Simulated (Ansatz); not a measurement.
Abstraction of F: C3H4BF + SnH2F → C3H4B + SnH2F2

Species: C3H4BF `C#CB(C)F`, singlet; SnH2F `[F][SnH2]`, doublet; C3H4B `C#C[B]C`, doublet; SnH2F2 `[F][SnH2][F]`, singlet. A radical takes F: the energy is the difference in strength between the B–F bond broken and the Sn–F bond made.

Shapes, held fixed at every level: PBE0-D4/def2-TZVP. Programs: Ansatz 0.2.0. The zero-point and thermal change to 298 K, harmonic and unscaled (PBE0-D4/def2-TZVP), is -5.1 kJ/mol.

| level | kind | ΔH(298 K) (kJ/mol) | CPU time (sum over the molecules) |
| --- | --- | --- | --- |
| HF/def2-TZVPP | Hartree–Fock | +185.4 | – |
| SPW92/def2-TZVPP | LDA | +194.3 | 8.6 s |
| r2SCAN-D4/def2-TZVPP | meta-GGA | +174.1 | 33 s |
| BHLYP-D4/def2-TZVPP | global hybrid | +191.8 | 36 s |
| r2SCAN0-D4/def2-TZVPP | global hybrid | +182.3 | 41 s |
| wB97X-V/def2-TZVPP | range-separated hybrid | +186.5 | 82 s |
| B2PLYP/def2-TZVPP | double hybrid | +189.9 | 55 s |

B2PLYP/def2-TZVPP gives ΔH(298 K) = +189.9 kJ/mol; the levels span +174.1 to +194.3. The median of the levels is +186.5. No measured value is set beside it here. Spin contamination: C3H4B (⟨S²⟩ up to 0.91). Open shells run unrestricted unless RO is named. For atoms past krypton def2 sets carry core potentials with scalar relativity. Correlated rows may include outer-core shells of Sn, which these sets cover unevenly. Times are processor times on shared x86 and Arm servers, and rough.

Fluorine transfer from boron to tin is strongly endothermic at every level, so the B–F bond broken is much stronger than the Sn–F bond made. Both bonds are highly polar, but boron's compact valence orbitals overlap well with those of fluorine, and a fluorine lone pair can donate into the formally empty boron 2p orbital. Tin, with its larger and more diffuse valence orbitals, forms a longer bond with little comparable π stabilisation. Delocalisation of the unpaired electron into the ethynyl group may ease B–F cleavage, but evidently not enough to offset this difference.

Hartree–Fock (+185.4 kJ/mol) lies close to the double hybrid (+189.9 kJ/mol), probably because one electron-pair bond replaces another and much of the correlation error cancels. That closeness therefore doesn't validate either absolute bond strength. Exact exchange raises the value from r2SCAN to r2SCAN0, but the high LDA result rules out a simple ordering by exchange fraction across all rows. The reverse transfer is enthalpically favourable, though its rate would depend on a barrier not computed here.
